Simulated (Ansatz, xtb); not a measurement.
C4H10BNS: which of two isomers lies lower

Structure I: `CB(C)NC(C)=S`, a singlet. Structure II: `NB[C@@H]1CCSC1`, a singlet. Both are isolated molecules in the gas phase, relaxed with B3LYP/def2-SVP, each in the lowest conformer that the search found.

Quicker runs give these differences E(II) − E(I): GFN2-xTB −5.47 kcal/mol; HF/STO-3G −28.43 kcal/mol (at GFN2-xTB geometries); r2SCAN-D4/def2-SVP +7.37 kcal/mol (at GFN2-xTB geometries).

Estimate E(II) − E(I) at the level CCSD(T)/def2-SVP + ΔMP2/def2-TZVPP.

Calculated at CCSD(T)/def2-SVP + ΔMP2/def2-TZVPP: E(II) − E(I) = +1.21 kcal/mol, so structure I lies lower.

Level by level:

```tsv
level	geometry	E(II) − E(I) (kcal/mol)	departure from the last row (kcal/mol)	job, with rough time for the two
GFN2-xTB	GFN2-xTB	−5.47	−6.68	optimisation, 0.43 s
HF/STO-3G	GFN2-xTB	−28.43	−29.65	single point, 0.44 s
r2SCAN-D4/def2-SVP	GFN2-xTB	+7.37	+6.15	single point, 4.6 s
B3LYP/def2-SVP	B3LYP/def2-SVP	+9.93	+8.71	optimisation, 64 s
HF/def2-SVP	B3LYP/def2-SVP	+8.22	+7.01	part of the CCSD(T) run
MP2/def2-SVP	B3LYP/def2-SVP	+2.37	+1.16	part of the CCSD(T) run
CCSD(T)/def2-SVP	B3LYP/def2-SVP	+3.45	+2.23	single point
CCSD(T)/def2-SVP + ΔMP2/def2-TZVPP	B3LYP/def2-SVP	+1.21		single point, 97 s
```

As drawn, II has 2 C–C, 2 C–S, 1 N–H, 1 B–H in place of 1 C–B, 1 C–N, 1 C=S, 2 C–H. Structure I has no ring, II a 5-membered ring.

GFN2-xTB, HF/STO-3G put the two in the other order. The largest departure from CCSD(T)/def2-SVP + ΔMP2/def2-TZVPP is that of HF/STO-3G, 29.65 kcal/mol. The last row adds to CCSD(T) the change of the MP2 difference between the two basis sets, here −2.23 kcal/mol.

With thermal terms from frequencies at re-optimised GFN2-xTB minima (ideal gas, soft modes damped towards free rotors, one conformer each, 298.15 K, 1 atm): on the last row, ΔE + ΔZPE = +2.82, ΔH = +1.53, ΔG = +4.61 kcal/mol.

The correlated steps freeze 11 core orbitals. Mirror images aren't counted in ΔG. Run with Ansatz 0.2.0, xtb 6.7.1; the last row on 4 threads of Arm Neoverse V1 on a shared host.

The two isomers are nearly degenerate in electronic energy, because different kinds of bonding almost compensate. Structure II gains C–C and C–S σ bonds at the expense of a comparatively weak C=S π bond. Structure I keeps thioamide conjugation, but its nitrogen lone pair is shared between the thiocarbonyl group and the empty boron p orbital, whereas in II the amino group donates to boron alone. Ring strain in a saturated five-membered ring is modest and probably decides little.

Correlation narrows the Hartree–Fock preference for I, probably because the compact ring has more correlation energy between neighbouring σ bonds. The larger basis shifts the balance the same way, by more than the gap that remains, so the sign of the electronic difference is not secure. The free energy favours I more clearly: ΔG is +4.61 kcal/mol against a ΔH of +1.53 kcal/mol, an entropic gain expected for an open chain with soft torsions and methyl rotors over a ring. This ordering says nothing about how readily the isomers interconvert.
